**Q:** I'd like one number that tells me how positive the iodine is in each of these molecules, and the table offers three. Does it matter which one I take?

PySCF 2.14.0, PBE0/def2-TZVP (unrestricted for doublets), density fitting, 28-electron core potential on iodine, no spin-orbit coupling. Gas-phase molecules with two atoms bound to a central iodine, at the lowest minimum found from bent or linear starts. Charges are those of the central iodine; APT is one third of the trace of its atomic polar tensor.

| molecule | valence electrons | multiplicity | multiplicities tried | point group | Mulliken (e) | Löwdin (e) | APT (e) |
| --- | --- | --- | --- | --- | --- | --- | --- |
| ICl2 | 21 | 2 | 2 | C2v | 0.47 | 0.24 | 0.96 |
| IH2 | 9 | 2 | 2 | C2v | -0.09 | 0.00 | 0.26 |
| IOBr | 20 | 1 | 1 | Cs | 0.69 | 0.64 | 0.83 |
| IOCl | 20 | 1 | 1 | Cs | 0.73 | 0.64 | 0.92 |
| IOF | 20 | 1 | 1 | Cs | 0.87 | 0.87 | 1.03 |
| IOH | 14 | 1 | 1 | Cs | 0.50 | 0.62 | 0.57 |
| ISBr | 20 | 1 | 1 | Cs | 0.50 | 0.36 | 0.76 |
| ISH | 14 | 1 | 1 | Cs | 0.33 | 0.38 | 0.45 |
| ISI | 20 | 1 | 1 | Cs | 0.42 | 0.31 | 0.68 |

**A:** For the broad chemistry of the singlets, the molecules with all electrons paired, it often matters little. Replace oxygen by sulfur and keep the other partner, bromine or hydrogen, and the iodine becomes less positive in all three columns. Go from fluorine to chlorine to bromine beside oxygen and it falls again, except that Löwdin gives the last two the same value. That is electronegativity at work: the more strongly a neighbour attracts electrons, the more it takes from iodine. The agreement has limits, though: put hydrogen in place of the bromine in ISBr, and the iodine becomes less positive by Mulliken and APT but slightly more positive by Löwdin.

**Q:** So IOH fits in as well? I know that one as a weak acid.

**A:** It fits, but it is a different molecule. Here both atoms are bound to iodine, H–I–O, whereas the acid is H–O–I and lies much lower in energy. The row is useful for comparing neighbours of iodine and useless for the chemistry of the acid. Iodine is in the middle in every row, so ISI is I–I–S, and the charge listed is that of the middle iodine.

**Q:** Then which rows spoil the picture?

**A:** ICl2 does so most clearly. Its APT charge is the second highest of the nine and its Löwdin charge the second lowest. Compare it with IOCl, where an oxygen stands in place of one chlorine. On going to ICl2 the APT charge rises by 0.04 e, while the Löwdin charge drops by 0.40 e.

**Q:** Which of the two moves is the odd one?

**A:** The rise. Oxygen can draw on two electrons of iodine and chlorine on only one, so the swap ought to leave iodine less positive. A smooth picture would let APT run above Löwdin by roughly the same amount everywhere. In the singlets that excess averages 0.20 e, though it scatters from −0.05 to 0.40 e; in ICl2 it is 0.72 e.

**Q:** And the other radical, IH2?

**A:** There even the sign depends on the scheme: −0.09 e by Mulliken, zero by Löwdin and +0.26 e by APT. Its excess over Löwdin is not unusual, since IOCl, ISBr and ISI have larger ones. Measured against Mulliken, however, both radicals stand above every singlet.

**Q:** How can three definitions of a charge disagree so badly about one molecule?

**A:** They answer different questions. Mulliken and Löwdin share out the electrons of a molecule at rest, by rules that depend on the basis functions. APT, the atomic polar tensor charge, asks how much the dipole moment changes when the atom is moved, and averages the answer over three directions. If electrons rearrange during the move, that rearrangement is counted too.

**Q:** Can you show me that with something simpler?

**A:** Take hydrogen chloride, with charges +q and −q at a distance r, so that its dipole is qr. Stretch the bond, and the dipole changes at the rate q + r·(dq/dr). The first term is charge carried along by the atoms; the second is charge that flows because the bond has changed. The comparison ends at the route of the flow: hydrogen chloride has one bond, while in ICl2 charge can pass from one ligand to the other.

**Q:** Is there any sign that it really does?

**A:** Yes, in the infrared spectrum from the same calculation. ICl2 is nearly straight, with a bond angle of about 151°. In its antisymmetric stretch one bond shortens while the other lengthens, so iodine moves towards one chlorine and away from the other. If every atom simply carried its Löwdin charge, this band would have an intensity of 1.2 km/mol. The calculation gives 109 km/mol.

**Q:** How do you get an intensity from fixed charges?

**A:** The centre of mass must stay put and the molecule must not rotate, so masses and bond angle fix how far each atom moves. The dipole then changes in proportion to the iodine charge q, and the intensity goes as its square, I = Kq². Working out the motion gives

K = 974.9 · s²(2/M + 1/m)² / [2(1/m + 2s²/M)] km/mol per e²,

where M and m are the masses of iodine and of one ligand in atomic mass units, and s is the sine of half the bond angle. With M = 127, m = 35 and s = 0.97, K is about 21.

**Q:** Can I turn that round and ask what charge the real band needs?

**A:** That is the useful step. The square root of 109/21 is 2.3, so along the line joining the chlorines iodine responds as if it carried 2.3 e. The APT charge is the mean of three directions, so the three add up to 3 × 0.96 = 2.88 e. The other two are left with (2.88 − 2.3)/2, or about 0.29 e each on average.

**Q:** That is close to the Löwdin value!

**A:** It is, at 0.24 e, and Löwdin charges played no part in getting there. The estimate neglects a slight sideways response of the ligands, so the second decimal carries no weight. What stands is the contrast: a modest charge in two directions and a huge one in the third. The high APT value of ICl2 comes mainly from that one direction.

**Q:** An intensity is a square, though. How do you know that the 2.3 e is positive?

**A:** With a minus sign the other two directions would need about 2.6 e each on average to restore the sum. The remaining bands are weak, which speaks against such a response within the plane of the molecule. No band tests the direction out of the plane, but leaving the whole sum to it would take an implausibly large charge there. The plus sign also tells us which way the electrons go. As iodine approaches one chlorine, electrons shift towards the chlorine left behind. The dipole therefore grows in the direction in which iodine moves, and flow and carried charge add up.

**Q:** How much charge has to flow?

**A:** Surprisingly little. Spread over the whole distance between the chlorines, the excess of the 2.3 e over the Löwdin charge corresponds to 0.44 e per Å of iodine's shift relative to them. A shift of a hundredth of an ångström thus moves about four thousandths of an electron. The chlorines are nearly 4.7 Å apart, and over such a distance even that small transfer outweighs the charge carried along. The figure is an equivalent flow, because distortion of the electron clouds within each atom is included in it.

**Q:** Why should the electrons move to the far side?

**A:** The usual picture of such a molecule has bonding electrons spread over all three atoms rather than two separate bonds. Push iodine to one side, and the short contact becomes more like an ordinary covalent I–Cl bond. As long as the shift is small, the distant chlorine keeps more of the shared electrons and takes on some of the character of a chloride ion, though one pulled away completely would leave as a neutral atom. This is an argument from bonding theory; the calculated intensity and the APT charge together support the direction of the flow, but they don't identify the orbitals.

**Q:** Does the same treatment work for IH2?

**A:** The numbers follow the same pattern. Its antisymmetric stretch has an intensity of 305 km/mol, against about 4 km/mol from fixed Mulliken charges. Taken as positive again, the effective iodine charge along the line of the hydrogens is 0.81 e, and practically nothing remains for the other two directions. So the APT charge of +0.26 e is a third of a strong response along one line, not evidence of a positive iodine at rest. The printed output after this text has the steps for both radicals.

**Q:** Then it's the unpaired electron that causes all this?

**A:** I wouldn't conclude that. In ICl2 about half of the unpaired spin sits on iodine, in IH2 nearly all of it on the hydrogens, and yet both show the effect. What they share is a nearly straight arrangement with two equal ligands on opposite sides. That this shape matters more than the odd electron is my guess, and these rows can't test it, since both radicals have both features. The odd electron does call for caution about the size of the effect. Functionals such as PBE0 tend to spread it too evenly over equal atoms, so another method may give a different flow, and may not even keep the symmetrical IH2 as a minimum. Spin-orbit coupling, left out here, could also change the bond angle of ICl2, because so much of its unpaired spin sits on the heavy iodine.

**Q:** What should I look for in a related molecule, if I only have its charges and its spectrum?

**A:** Look for two ligands facing each other across a central atom, and for an antisymmetric stretch far stronger than the charges at rest would give. If both are there, suspect that the APT charge differs from the charge at rest mainly along the line of the ligands, as in these two radicals, and check it by direction if you can. For the strength of an infrared band you need the polar tensor itself, resolved by direction, because the flow is part of what light sees. Its average isn't enough: 0.96 e in place of 2.3 e would make the ICl2 band nearly six times too weak. For a count of electrons on iodine the APT charge is a poor guide in such a molecule, and it is no oxidation state in any of these rows.

**Q:** And ISBr and ISI? They are singlets and clearly bent, yet their APT charges also lie well above Löwdin.

**A:** They are the unfinished part. Their excesses of about 0.4 e show that a straight radical isn't required for a sizeable gap. Sulfur and the heavy halogens have easily shifted electrons, so flow along the individual bonds could be responsible. To decide, one would have to separate the response of iodine by direction in these two molecules, as the symmetry of ICl2 and IH2 allowed us to do here. Does their charge also run between the ligands, or only along each bond?

Output of the analysis:

```
Gaps between the charge schemes at iodine in e:
   row  APT less Löwdin  APT less Mulliken
  ICl2             0.72               0.49
   IH2             0.26               0.35
  IOBr             0.19               0.14
  IOCl             0.28               0.19
   IOF             0.16               0.16
   IOH            -0.05               0.07
  ISBr              0.4               0.26
   ISH             0.07               0.12
   ISI             0.37               0.26
Molecules with a higher APT charge than ICl2: 1
Molecules with a lower Löwdin charge than ICl2: 1
Mean APT less Löwdin in the seven singlets (e): 0.2029
Largest APT less Löwdin in the singlets (e): 0.4
Largest APT less Mulliken in the singlets (e): 0.26
APT change from IOCl to ICl2 (e): 0.04
Löwdin change from IOCl to ICl2 (e): -0.4
Bond angle in ICl2 (degrees): 151.2
Bond angle in IH2 (degrees): 154.2
ICl2 b2 intensity computed (km/mol): 109.4
ICl2 b2 intensity from fixed Löwdin charges (km/mol): 1.195
ICl2 b2 intensity from fixed Mulliken charges (km/mol): 4.582
IH2 b2 intensity computed (km/mol): 305
IH2 b2 intensity from fixed Mulliken charges (km/mol): 3.785
ICl2 effective iodine charge along the ligand axis (e): 2.297
ICl2 mean of the other two directions (e): 0.2916
IH2 effective iodine charge along the ligand axis (e): 0.8079
IH2 mean of the other two directions (e): -0.01394
ICl2 charge flow between ligands per shift of iodine (e per Å): 0.4395
IH2 charge flow between ligands per shift of iodine (e per Å): 0.2308
```
